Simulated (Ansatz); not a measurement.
Pb: pressure and energy change per atom against volume scale

All results are calculated (Ansatz 0.2.0). Plane-wave DFT, scalar-relativistic PAW made under PBE with cores redone for the functional, no dispersion; the given relaxed cell is scaled uniformly, energy at zero smearing counts from the unscaled cell, pressure at the given Fermi-Dirac smearing is positive in compression.

The cell before it is scaled or strained (space group Fm-3m, No. 225):
```
Pb
1.0
      0.0000     2.4375     2.4375
      2.4375     0.0000     2.4375
      2.4375     2.4375     0.0000
Pb
1
Direct
  0.00000 0.00000 0.00000
```

Settings of every row: spin polarised no; functional LDA; wave cutoff 420 eV; smearing width 0.1 eV; k mesh 18x18x18.

Atom starting moment: 0 on all atoms.

Limits: no spin-orbit coupling, which can matter with elements this heavy.

| row | volume scale | V (Å³/atom) | pressure (GPa) | energy change per atom (meV) |
| --- | --- | --- | --- | --- |
| 1 | 0.88 | 25.489 | 9.4 | 91.07 |
| 2 | 0.92 | 26.647 | 5.57 | 37.84 |
| 3 | 0.96 | 27.806 | ? | ? |
| 4 | 1.04 | 30.123 | -1.69 | 6.01 |
| 5 | 1.08 | 31.282 | -3.18 | 24.02 |
| 6 | 1.12 | 32.44 | -4.35 | 51.55 |

Question: what pressure and energy change per atom should row 3 give?

Worked fit of pressure. Take u = (V_r/V)^(2/3) − 1 with V_r = 30.123 Å³ an atom, which is twice the finite (Eulerian) strain; such expansions in the strain, on which the Birch-Murnaghan equation of state is built, carry the rest volume and the bulk modulus. The shown rows have u = 0.1178, 0.08518, 0, -0.02486, -0.0482. Least squares give pressure = −1.72 + 65.63 × u + 241.82 × u² GPa; a straight line predicts inner rows, each left out in turn, worse (root mean square 0.69 against 0.077 GPa). The rows lie off it by 0.03, -0.05, 0.03, 0.02, -0.03 (root mean square 0.033 GPa). The withheld row has u = 0.05481, so the fit gives −1.72 + 65.63 × (0.05481) + 241.82 × (0.05481)² = 2.60 GPa.

The calculation gave 2.56 GPa. The fit lies 0.04 GPa (1.6 % of the value, 0.29 % of the column's range) above it; its largest miss of a shown row is 0.05 GPa.

Worked fit of energy change per atom. Take u = (V_r/V)^(2/3) − 1 with V_r = 30.123 Å³ an atom, which is twice the finite (Eulerian) strain; such expansions in the strain, on which the Birch-Murnaghan equation of state is built, carry the rest volume and the bulk modulus. The shown rows have u = 0.1178, 0.08518, 0, -0.02486, -0.0482. Least squares give energy change per atom = 5.534 − 475.265 × u + 10159.03 × u² meV; a straight line predicts inner rows, each left out in turn, worse (root mean square 29 against 1.3 meV). The rows lie off it by 0.55, -0.92, 0.48, 0.39, -0.49 (root mean square 0.6 meV). The withheld row has u = 0.05481, so the fit gives 5.534 − 475.265 × (0.05481) + 10159.03 × (0.05481)² = 10.00 meV.

The calculation gave 9.24 meV. The fit lies 0.76 meV (8.2 % of the value, 0.89 % of the column's range) above it; its largest miss of a shown row is 0.92 meV.
